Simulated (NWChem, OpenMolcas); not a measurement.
**How methods differ on CClF3 (SMILES FC(F)(F)Cl)**

The species is CClF3 (5 atoms), meant as a singlet with charge 0. As SMILES, `FC(F)(F)Cl`. Geometry: relaxed at PBE0-D4/def2-TZVP.

```xyz
5

F     0.2137    0.0191    1.3261
C    -0.0022   -0.0825    0.0261
F    -1.2496   -0.4746   -0.1671
F     0.8117   -0.9990   -0.4685
Cl    0.2763    1.4633   -0.7580
```

Quantity: the dipole moment, in D. The values are calculated.

Measured value to compare with: NIST CCCBDB gives the dipole moment of the gas as 0.50 D.

```tsv
level	kind	program	value (D)	computed − measured	CPU time
HF/def2-SVPD	Hartree–Fock	NWChem	0.54	+0.04	44 s
SVWN5/def2-SVPD	LDA	OpenMolcas	0.31	-0.19	34 s
BLYP/def2-SVPD	GGA	OpenMolcas	0.31	-0.19	43 s
M06-L/def2-SVPD	meta-GGA	OpenMolcas	0.23	-0.27	48 s
r2SCAN/def2-SVPD	meta-GGA	OpenMolcas	0.26	-0.24	51 s
B3LYP/def2-SVPD	global hybrid	OpenMolcas	0.39	-0.11	39 s
PBE0/def2-SVPD	global hybrid	OpenMolcas	0.35	-0.15	38 s
CAM-B3LYP/def2-SVPD	range-separated hybrid	NWChem	0.44	-0.06	2.1 min
```

Nearest: HF/def2-SVPD (+0.04 D); farthest: M06-L/def2-SVPD (-0.27 D). The measured dipole is a vibrational average, so differences of a few hundredths of a debye mean little. Computed less measured by kind, in D (def2-SVPD rows): Hartree–Fock +0.04; LDA -0.19; GGA -0.19; meta-GGA -0.27 to -0.24; global hybrid -0.15 to -0.11; range-separated hybrid -0.06. Magnitudes only: a small dipole may point the other way at some levels. CPU times are rough (shared hosts, several kinds of processor): they show what a rung costs within a factor of a few.

The small dipole of CClF3 reflects a near-cancellation: in a roughly tetrahedral arrangement, the three C–F bond dipoles add up to about one C–F bond dipole, which the C–Cl bond opposes. Fluorine's greater electronegativity should leave the negative end on the fluorine side. Because the net moment is a small difference between larger contributions, modest shifts in charge distribution become large relative errors.

All the density functionals fall below experiment, the semilocal ones most, while Hartree–Fock lies slightly above it. Exact exchange generally raises the moment, probably by polarising the C–F bonds more than the C–Cl bond. Its global fraction alone does not set the order, however, since PBE0 contains more than B3LYP yet gives the smaller value. Nor do the meta-GGAs improve on LDA or BLYP.

Hartree–Fock's close agreement does not show that it has the best density, as it omits electron correlation. With only one basis set, the remaining deviations cannot be divided between functional and basis-set error.
